A core binding energy is a sum of terms that scale differently with nuclear charge. The main term grows as Zeff²/n², with Zeff the screened charge and n the principal quantum number. The repulsion of two charges in one shell goes as the inverse radius, S = Zeff/n*² hartree, with n* Slater's effective quantum number; S sets the error of an orbital eigenvalue ε. The Breit interaction is such a repulsion reduced by (Zα)², 0.14 for antimony with α the fine-structure constant, and by a further coefficient well below one; the QED terms grow about as Z⁴/n³ and act mainly on s shells. Both fade outwards. A valence electron added outside the core shifts all inner shells alike. Which step of method matters thus depends on the shell.

Radial B-spline Dirac-Fock and Kohn-Sham solver: ΔSCF binding energies of the free Sb atom from the vacuum level (Dirac equation, Fermi nucleus, spherical, no spin polarisation). Configuration-averaged Dirac-Fock includes first-order Breit and QED terms; LDA and PBE do not. The screened hole has one more valence electron, to model an edge from the Fermi level.

| shell | Dirac-Fock ΔSCF with Breit and QED (eV) | Breit and QED part of it (eV) | LDA ΔSCF less Dirac-Fock (eV) | LDA: ΔSCF less (−ε) (eV) | PBE ΔSCF less Dirac-Fock (eV) | PBE: ΔSCF less (−ε) (eV) | Dirac-Fock, screened hole (eV) | measured edge (eV) |
| --- | --- | --- | --- | --- | --- | --- | --- | --- |
| K | 30498.8 | -102.36 | 92.4 | 343.1 | 128.3 | 344.1 | 30489.9 | 30491 |
| L1 | 4713.8 | -10.60 | -51.4 | 59.9 | -47.3 | 59.7 | 4704.9 | 4698 |
| L2 | 4390.4 | -10.35 | -7.1 | 75.0 | -5.6 | 74.9 | 4381.6 | 4380 |
| L3 | 4142.0 | -7.16 | -14.9 | 70.2 | -13.8 | 70.1 | 4133.1 | 4132 |
| M1 | 956.4 | -1.74 | -34.8 | 19.7 | -33.5 | 19.6 | 947.5 | 940 |
| M2 | 824.0 | -1.54 | -22.3 | 20.4 | -21.9 | 20.3 | 815.2 | 812.7 |
| M3 | 777.2 | -0.94 | -22.5 | 19.6 | -22.2 | 19.6 | 768.3 | 766.4 |
| M4 | 545.9 | -0.38 | -2.7 | 21.9 | -3.0 | 21.8 | 537.0 | 537.5 |
| M5 | 536.5 | -0.13 | -3.2 | 21.6 | -3.5 | 21.6 | 527.6 | 528.2 |
| N1 | 170.5 | -0.28 | -13.5 | 8.7 | -13.1 | 8.7 | 161.7 | 153.2 |
| N3 | 115.4 | -0.10 | -8.4 | 8.2 | -8.2 | 8.2 | n/a | n/a |
| N4 | 40.6 | 0.02 | 1.0 | 7.3 | 0.9 | 7.3 | 31.8 | 33.3 |
| N5 | 39.4 | 0.05 | 0.9 | 7.2 | 0.8 | 7.2 | 30.6 | 32.1 |
| O1 | 16.3 | -0.02 | 1.1 | 4.3 | 0.8 | 4.2 | n/a | n/a |
| O23 | 7.6 | 0.00 | 0.9 | 3.5 | 0.7 | 3.5 | n/a | n/a |

ΔSCF is the difference of two self-consistent total energies, with and without the hole. Janak's theorem makes it the integral of −ε over the occupation f from 0 to 1. If ε is linear in f, ΔSCF exceeds −ε of the full shell by ½ ∂ε/∂f. The LDA calculations bear out the linearity: the eigenvalue at half occupation matches ΔSCF to 0.71 eV for K and within 0.19 eV from L1 to N5. The slope is the orbital's repulsion with itself, softened as the other electrons relax; a local functional cancels this self-interaction only in part, the standard reason for its shallow eigenvalues. The simplest model is gap = c·S, and the geometric mean of gap/S over all fifteen LDA rows gives c = 0.230. For L3, one of the fitted rows, Slater's rules give Zeff = 51 − 2·0.85 − 7·0.35 = 46.85, so S = 46.85/4 hartree = 318.7 eV and the gap is 73 eV, against 70.2 eV. The model holds to a typical factor of 1.3 and is worst at O1, where the gap is 1.75 times the estimate. A power law in the binding energy scatters as much, so only the rough size is explained.

## K (1s)

The step from eigenvalue to ΔSCF and the Breit and QED part are both large here. The LDA −ε falls 243 eV, or 0.8 %, short of the measured edge (xraydb and xraylib tables). The Dirac-Fock eigenvalue errs the other way, since its exchange cancels self-interaction but frozen orbitals cannot relax: it lies 170 eV above the ΔSCF value with Breit and QED, and 67 eV above it with that part removed.

The +92.4 and +128.3 eV in the difference columns are mostly not errors of the functionals, which hold no Breit or QED term. Adding the −102.36 eV gives −10.0 eV for LDA and +25.9 eV for PBE. This does not rank the two. The hole state is unpolarised, so the remaining 1s electron counts as half up and half down. Local exchange goes as density to the power 4/3, so such an electron loses about a fifth of its self-exchange, itself some tenths of S = 1380 eV. That is tens of eV added to the binding energy. It offsets an error of opposite sign: local exchange falls short of exact exchange by roughly a tenth and so underbinds 1s. These are rough estimates, and no spin-polarised hole was calculated. If they hold, the small LDA figure is a cancellation, and such a hole would lower the K value of either functional by tens of eV.

In the K − L3 difference, the Kα1 line, the screening shift cancels. The measured edges give 26359 eV and Dirac-Fock 26356.8 eV, but 26452 eV with Breit and QED removed. Neither functional replaces that term.

## L and M (n = 2 and 3)

The Breit and QED part drops to between 7 and 11 eV for L and below 2 eV for M; at L3 the magnetic (Gaunt) term, −8.6 eV, dominates and is partly offset by retardation. It still matters for a fine-structure splitting: L2 − L3 is 248.4 eV with it, 251.6 eV without and 256.2 eV in plain LDA, against a measured 248 eV. For the functionals it uncovers error, because LDA already underbinds each L and M shell and the correction has the same sign. L1 moves from −51.4 to −62.0 eV relative to Dirac-Fock, the worst row of the table.

The like-for-like error follows orbital shape more than energy. It is about 3 to 4 % of the binding energy for M1, M2 and M3, which have radial nodes, and 0.6 % for the nodeless M4 and M5; L1 has 1.3 % against about 0.5 % for L2 and L3. The likely cause is the local form of exchange, which cannot copy the orbital-dependent exchange of the removed electron with the other shells. Exchange with inner shells of the same angular momentum, one per node, is only part of this, and exchange with shells of other angular momentum is larger, so the node count labels the shape without being a shown mechanism. A least-squares fit of −b·(nodes)·S to all fifteen LDA rows gives b = 0.167 and cuts the rms difference from 22 to 9 eV, while a fixed fraction of the binding energy leaves 21 eV. It predicts zero for L3, where the value is −22.1 eV, so it describes a tendency only. PBE does not cure it: it moves L1 by 4.1 eV, L2, L3 and M1 by 1.5 eV or less, and the other rows below K by at most 0.4 eV.

The screened hole lowers each Dirac-Fock value by 8.8 or 8.9 eV, equal within rounding. An electron outside a shell raises its potential by e²/r uniformly, which is why the shift hardly depends on the shell. Written as e²/r, the mean shift of 8.86 eV gives r = 1.63 Å, an effective length only, since the shift also holds the added electron's own binding and the relaxation. By the equivalent-core argument a core hole looks to the valence shell like one more proton, so the shift should be near the ionisation energy of tellurium, roughly 9 eV as a recalled value. One screened calculation therefore serves the shells from K to N; the O shell overlaps the added electron and is not covered. With it, L2, L3 and M2 to M5 meet the measured edges within 2.5 eV. One extra 5p electron is a crude model of the solid, and K, L and M1 are tabulated to whole eV, so agreement finer than about 1 eV means little.

L1 and M1 stay 6.9 and 7.5 eV too high, and N1 8.5 eV. A single configuration leaves out the mixing of an s hole with two-hole states of Coster-Kronig type (a hole in a higher subshell plus an outer hole), which can lower the level. This is the likely cause, not tested here. M1 is the weakest case, since other compilations place that edge several eV above the 940 eV used here.

## N and O (n = 4 and 5)

Breit and QED are below 0.3 eV and can be dropped. The ranking now blurs. LDA lowered by the Dirac-Fock shift, a borrowed correction, misses N4 by −0.5 eV and N1 by −5.0 eV, closer than screened Dirac-Fock at −1.5 and +8.5 eV; for N4 and N5 the 1 eV margin means nothing, since LDA binds the 5p electron 0.9 eV more than Dirac-Fock (row O23) and its own shift should be larger by about as much. The node model has the wrong sign for N4, N5 and both O rows. The bare LDA −ε lies within 1.0 eV of N4 and N5, and the numbers show why: the 7.3 eV by which −ε falls short of ΔSCF happens to imitate most of the 8.8 eV screening shift. The same habit costs 16 eV at M4. Near antimony a 4p hole is known to mix strongly with double 4d holes, so N3 is unreliable in each column. O23 averages over j and over the multiplets of 5p³, whose true ground state is the high-spin ⁴S₃/₂. Its 7.6, 8.5 and 8.3 eV, against a measured ionisation energy near 8.6 eV, cannot rank the methods.

## Steps and cost

Over the twelve measured edges the mean absolute error is 52 eV for the LDA −ε, 20 eV for shifted LDA ΔSCF, 16 eV for either functional with Breit and QED added (a gain due to K alone) and 2.9 eV for screened Dirac-Fock, which becomes 10.9 eV without screening and 14.0 eV without Breit and QED. By counting, eigenvalues take one self-consistent run and the fifteen holes sixteen. Dirac-Fock builds exchange for 153 pairs of the 17 subshells where a functional needs one local potential, and Breit and QED enter only as a first-order evaluation.

For this atom, shifted LDA ΔSCF places K and L edges within 1 % and 3d edges within 4 eV, but 3s and 3p only to about 3 %. A few eV needs Dirac-Fock ΔSCF, one screening shift, and Breit and QED from K to M2; 2s, 3s and 4s holes then still carry 7 to 9 eV.
